Dear colleague,

The field dependence of the electron's anomalous moment is a null effect in your ring. The formula that says so was derived for a field that is the same everywhere along the orbit, and your dipoles have edges. Here I show where constancy enters, derive the first gradient correction, and put a number on it. I use $\hbar=c=1$, $e>0$, electron mass $m$, energy $\varepsilon=\gamma m$, and $\chi=\gamma B/B_{\rm cr}$ with $B_{\rm cr}=m^2/e=4.414\times10^{9}$ T.

\textbf{The result.} At one loop, in a constant crossed field, the anomaly $a=(g-2)/2$ becomes, as Ritus found,
\begin{equation}
a(\chi)=\frac{\alpha}{\pi}J(\chi),\qquad J(\chi)=\int_0^\infty\!\frac{du}{(1+u)^3}\,zS(z),\qquad z=\Big(\frac{u}{\chi}\Big)^{2/3},
\label{res}
\end{equation}
where $S(z)=\pi\,{\rm Gi}(z)=\int_0^\infty dt\,\sin(zt+t^3/3)$ is $\pi$ times the Scorer function and obeys $S''=zS-1$. For large $\chi$ one sets $S(z)\to S(0)=3^{-2/3}\Gamma(1/3)/2$ and obtains $a\to\alpha\Gamma(1/3)(3\chi)^{-2/3}/(9\sqrt3)$. For small $\chi$ write $v=u/\chi$. The Mellin transform of $zS$ in $v$ is $\tfrac12 3^{-p/2}\Gamma(1+\tfrac{3p}{2})\Gamma(-\tfrac p2)\cos\tfrac{\pi p}{2}$, and $\int_0^\infty du\,u^{-p}(1+u)^{-3}=\tfrac12\Gamma(1-p)\Gamma(2+p)$. So $J$ is a contour integral of their product times $\chi^p$, closed to the right of a line just left of $p=0$. The pole at $p=0$ gives $1/2$, the cosine cancels the poles at $p=1$ and $p=3$, and the double pole at $p=2$ gives
\begin{equation}
J=\tfrac12-6\chi^2\Lambda(\chi)+O(\chi^4\ln\chi),\qquad
\Lambda=\ln\frac1\chi+\gamma_E+\tfrac12\ln3-\tfrac{37}{12}.
\label{small}
\end{equation}
To logarithmic accuracy this is $a=(\alpha/2\pi)[1-12\chi^2\ln(1/\chi)]$.

\textbf{The loop on an arbitrary planar orbit.} I start from the quasiclassical operator method of Baier and Katkov, which holds to leading order in $1/\gamma$. The electron follows its classical orbit in the midplane, where the field $B(t)$ is vertical. Let $\Omega(t)=eB(t)/m>0$, and let $q(t)$ be the transverse momentum in units of $m$ relative to a fixed direction close to the local tangent, so that $\dot q=\Omega$. A photon has energy $\omega$, direction $\mathbf n$ and real polarisation vector $\mathbf e$, with $\varepsilon'=\varepsilon-\omega$ and $u=\omega/\varepsilon'$. The emission vertex between two-component spinors is
\begin{equation}
R=A+i\boldsymbol\sigma\cdot\mathbf b,\qquad A=\frac{\varepsilon+\varepsilon'}{2\varepsilon'}\,\mathbf e\cdot\boldsymbol\vartheta,\qquad
\mathbf b=\frac{\omega}{2\varepsilon'}\,\mathbf e\times\Big(\frac{\mathbf n}{\gamma}-\boldsymbol\vartheta\Big),
\end{equation}
where $\boldsymbol\vartheta(t)$ is the velocity component transverse to $\mathbf n$. The self-energy loop contains $R_2^\dagger R_1$ at absorption time $t_2=t+\tau/2$ and emission time $t_1=t-\tau/2$, summed over $\mathbf e$. Its spin part is $i\boldsymbol\sigma\cdot(A_2\mathbf b_1-A_1\mathbf b_2+\mathbf b_2\times\mathbf b_1)$. For a spin vector $\boldsymbol\zeta$ normal to the orbit, the polarisation sum and $(\varepsilon+\varepsilon'-\omega)/2\varepsilon'=1$ reduce it to
\begin{equation}
\frac{iu}{2\gamma}\,\boldsymbol\zeta\cdot\big[(\boldsymbol\vartheta_2-\boldsymbol\vartheta_1)\times\mathbf n\big],
\end{equation}
whose magnitude is $u\,\Delta q/2\gamma^2$ with $\Delta q=q(t_2)-q(t_1)$. It does not depend on the photon angle, so the angular integral over the phase $u\varepsilon\int_{t_1}^{t_2}(1-\mathbf n\cdot\mathbf v)\,dt'$ is Gaussian. It gives $2\pi/(iu\varepsilon\tau)$ and leaves the phase
\begin{equation}
\Phi=\kappa\tau\big[1+\langle q^2\rangle-\langle q\rangle^2\big],\qquad \kappa=\frac{um}{2\gamma},
\label{phase}
\end{equation}
with averages over $(t_1,t_2)$. The emission rate is $(\alpha/4\pi^2)\int\omega\,d\omega\,d^2\vartheta\int d\tau\,R_2^\dagger R_1e^{-i\Phi}$ over all $\tau$. The complex energy shift is $-i$ times the part with $\tau>0$, the other time ordering being suppressed at large $\gamma$. With $\omega\,d\omega=\varepsilon^2u\,du/(1+u)^3$, the splitting between the two spin states, which is the anomalous precession frequency, is
\begin{equation}
\omega_a(t)=\frac{\alpha}{\pi}\int_0^\infty\!\frac{du}{(1+u)^3}\;\kappa\int_0^\infty\! d\tau\,\frac{\Delta q}{\tau}\,\sin\Phi .
\label{master}
\end{equation}
The $\tau$ integrals are defined by rotating the contour. The sign is that of the Schwinger term: with $\Delta q=\Omega\tau$ and $\Phi=\kappa\tau$ one has $\kappa\int_0^\infty\sin\kappa\tau\,d\tau=1$ and $\omega_a=(\alpha/2\pi)\Omega$.

\textbf{Where constancy enters.} Expand the orbit about the midpoint $t$. With $x=t'-t$, $q=\Omega x+\dot\Omega x^2/2+\ddot\Omega x^3/6+\dots$, and $\langle x^2\rangle=\tau^2/12$, $\langle x^4\rangle=\tau^4/80$,
\begin{align}
\frac{\Delta q}{\tau}&=\Omega+\frac{\ddot\Omega\,\tau^2}{24}+\dots,\label{pre}\\
\langle q^2\rangle-\langle q\rangle^2&=\frac{\Omega^2\tau^2}{12}+\frac{(\dot\Omega^2+3\Omega\ddot\Omega)\,\tau^4}{720}+\dots\label{var}
\end{align}
The constant-field assumption keeps the first term of each line and nothing else. Put $\tau=2s/\Omega$ and use $\chi=\gamma\Omega/m$. Then $\kappa\tau=vs$, $\Phi_0=v(s+s^3/3)$, and $s=t/\sqrt z$ turns (\ref{master}) into $\omega_a=a(\chi)\,\Omega$ with $a$ from (\ref{res}).

The length over which the field has to be constant depends on $u$. The Schwinger term comes from $u\sim1$, where $\tau\sim\gamma/m$. The logarithm in (\ref{small}) collects $\chi\ll u\ll1$ and is cut off below at $u\sim\chi$, where $s\sim1$ and $\tau\sim\ell$ with
\begin{equation}
\ell=\frac1\Omega=\frac{m}{eB},
\end{equation}
the bending radius divided by $\gamma$. This is the formation length of ordinary synchrotron light, and it exceeds $\gamma/m=\chi\ell$ by the factor $1/\chi$. The field-dependent part of $a$ therefore samples the magnet over $\ell$.

The Schwinger term itself needs no constancy. Since $\int dt\,\Delta q=\tau\int\Omega\,dt$ for any profile, the part of (\ref{master}) linear in the field integrates to $(\alpha/2\pi)\int\Omega\,dt$. Gradients can change the accumulated precession angle only through terms nonlinear in the field.

\textbf{First correction.} Keep the second terms of (\ref{pre}) and (\ref{var}) to first order, using $\sin(\Phi_0+\delta\Phi)=\sin\Phi_0+\delta\Phi\cos\Phi_0$. In the variable $s$,
\begin{equation}
\delta\omega_a=\frac{\alpha}{\pi}\int_0^\infty\!\frac{du}{(1+u)^3}\Big[\frac{\ddot\Omega}{6\Omega^2}G_1+\frac{\dot\Omega^2+3\Omega\ddot\Omega}{45\,\Omega^3}G_2\Big],
\end{equation}
with $G_1=v\int_0^\infty s^2\sin\Phi_0\,ds$ and $G_2=v^2\int_0^\infty s^5\cos\Phi_0\,ds$. Under $s=t/\sqrt z$ all powers of $z$ cancel and both become derivatives of $S$. The differential equation reduces them:
\begin{align}
G_1&=-S''=1-zS,\\
G_2&=S^{(5)}=4zS-3+z^2S'=3(zS-1)+z\,\frac{d(zS)}{dz}.
\end{align}
At fixed $u$, $z\,\partial_z=-\tfrac32\chi\,\partial_\chi$, so the $u$ integrals follow from $J$ alone, and for any $\chi$
\begin{equation}
\delta\omega_a=\frac{\alpha}{\pi}\Big\{\frac{\ddot\Omega}{6\Omega^2}\Big(\tfrac12-J\Big)+\frac{\dot\Omega^2+3\Omega\ddot\Omega}{45\,\Omega^3}\Big[3\Big(J-\tfrac12\Big)-\tfrac32\chi J'\Big]\Big\}.
\end{equation}
For small $\chi$, (\ref{small}) gives $\tfrac12-J=6\chi^2\Lambda$ and $\chi J'=-12\chi^2\Lambda+6\chi^2$. The logarithms cancel in the square bracket, which equals $-9\chi^2$. Hence
\begin{equation}
\delta\omega_a=\frac{\alpha}{\pi}\frac{\gamma^2}{m^2}\Big[\ddot\Omega\,\Lambda(\chi)-\frac{\dot\Omega^2}{5\Omega}-\frac35\ddot\Omega\Big].
\label{local}
\end{equation}
This local form depends on my choice of the midpoint as the reference time, whereas you observe the angle $\Psi=\int\omega_a\,dt$, which does not. Over a magnet or a full turn the last term integrates to zero. The first would too if $\Lambda$ were constant, but $\dot\Lambda=-\dot\Omega/\Omega$, and integration by parts gives $\int\ddot\Omega\Lambda\,dt=\int\dot\Omega^2/\Omega\,dt$. The large logarithm drops out, and with $1-\tfrac15=\tfrac45$,
\begin{equation}
\Psi=\frac{\alpha}{2\pi}\int dt\,\Omega\Big[1-12\chi^2\Lambda(\chi)+\frac85\,\chi^2\Big(\frac{\dot\Omega}{\Omega^2}\Big)^2\Big].
\label{final}
\end{equation}
The quantity $\dot\Omega/\Omega^2$ is the fractional change of the field over one formation length. The correction is positive for every profile, so it works against the negative local term.

\textbf{A model ring.} I take illustrative inputs: electrons, flat field $B_0=1.5$ T, and $\chi_0=10^{-6}$ in the flat field. Then $\gamma=2943$, $\varepsilon=1.504$ GeV, $\ell_0=1.136$ mm, the bending radius is $3.34$ m, and the short scale $\chi_0\ell_0$ is $1.14$ nm. With $\ln(1/\chi_0)=13.82$ and the constant $-1.957$ in (\ref{small}), $\Lambda_0=11.86$, which is $14$ per cent below the bare logarithm. In a uniform field the relative shift of $a$ would be $-1.42\times10^{-10}$, or $\Delta a=-1.65\times10^{-13}$.

Give each dipole an effective length $L=1$ m and two edges of the form $B=B_0f$, $f=1/(1+e^{-x/\lambda})$, with $\lambda=10$ mm. The field then rises from 10 to 90 per cent over $2\lambda\ln9=44$ mm, of the order of a typical pole gap. Define $a_{\rm eff}=\Psi/\int\Omega\,dt$ with $\int\Omega\,dt=\Omega_0L$. Since $dx=\lambda\,df/[f(1-f)]$, each edge gives
\begin{align}
\int(f^3-f)\,dx&=-\tfrac32\lambda,\\
-\int f^3\ln f\,dx&=\Big(\frac{\pi^2}{6}-\frac54\Big)\lambda=0.395\,\lambda,\\
\int\frac{f'^2}{f}\,dx&=\frac1\lambda\int_0^1(1-f)\,df=\frac1{2\lambda}.\label{edge}
\end{align}
The first two lines average the local term of (\ref{final}), in which $\Omega\chi^2\Lambda=\Omega_0\chi_0^2f^3(\Lambda_0-\ln f)$. They replace $\Lambda_0$ by
\begin{equation}
\bar\Lambda=\Lambda_0\Big(1-\frac{3\lambda}{L}\Big)+2\Big(\frac{\pi^2}{6}-\frac54\Big)\frac{\lambda}{L}=11.51 .
\end{equation}
This is still the locally constant result, evaluated point by point. The third line is the gradient term, and two edges give
\begin{equation}
a_{\rm eff}=\frac{\alpha}{2\pi}\Big[1-12\chi_0^2\bar\Lambda+\frac85\chi_0^2\frac{\ell_0^2}{\lambda L}\Big].
\end{equation}
With $\ell_0^2/\lambda L=1.29\times10^{-4}$ the two field terms in the bracket are $-1.38\times10^{-10}$ and $2.1\times10^{-16}$. The gradient term adds $2.4\times10^{-19}$ to $a$, which is $1.5\times10^{-6}$ of the local field term in magnitude. It scales as $1/(B_0^2\lambda L)$ at fixed $\chi_0$. Three things make it small: the ratio $\ell_0/\lambda=0.114$ enters squared, the edges fill a fraction of order $\lambda/L$ of the magnet, and the logarithm is absent.

\textbf{How far to trust that number.} The gradient expansion fails in the outer tail of the fringe. There $f'\simeq f/\lambda$, and the local formation length $\ell_0/f$ exceeds $\lambda$ once $f<f_0=\ell_0/\lambda$. In that region the logarithm is cut off by the size of the fringe and no longer by $\chi$, so $\Lambda$ stops growing and the integration by parts that produced $\dot\Omega^2/\Omega$ loses its source. The tail carries the fraction $2f_0-f_0^2$ of (\ref{edge}), about $0.2$. The next order in gradients confirms the estimate: its integrand $\Omega\chi^2(\dot\Omega/\Omega^2)^4$ grows as $1/f$ in the tail, and cutting it at $f_0$ gives again a relative change of order $\ell_0/\lambda$. Only the first figure of the gradient term is therefore meaningful, and the model's value is $\delta a\approx2\times10^{-19}$, one to two parts per million of the field shift.

Other neglected terms rival or exceed it. The two-loop field dependence is not computed here, and its nominal relative size is $\alpha/\pi=2.3\times10^{-3}$, three orders above the gradient term. A typical relative energy spread $\sigma=10^{-3}$ raises the beam average of $\chi^2$ by $\sigma^2=10^{-6}$, the same order as the gradient term. Treating the magnetic field as crossed drops the invariant $(B/B_{\rm cr})^2$ against $\chi^2$, a relative $1/\gamma^2=1.2\times10^{-7}$, about one order below it. The gradient term is thus useful as evidence that constancy is a safe assumption, and it should not be added to a prediction that stops at one loop.

\textbf{What it means for the experiment.} The one-loop spin tune of the model is $\nu=\gamma\alpha/2\pi=3.42$. The local field term shifts it by $-4.7\times10^{-10}$ and the edges return $7\times10^{-16}$. If I assume a relative resolution of $10^{-6}$ on $\nu$, the whole field dependence lies a factor $7\times10^{3}$ below it, and the failure of constancy lies about six orders below that. The conclusion survives any realistic iron edge, because making the gradient term compete with the local one requires the field to change by its own size within $\ell_0$, about a millimetre. A short-period, weak insertion device, in which the deflection per period stays below $1/\gamma$, is the one place where that happens. There (\ref{final}) does not apply, and one returns to (\ref{master}) and expands in the field amplitude instead of its gradients.

With best regards,\\
your colleague in theory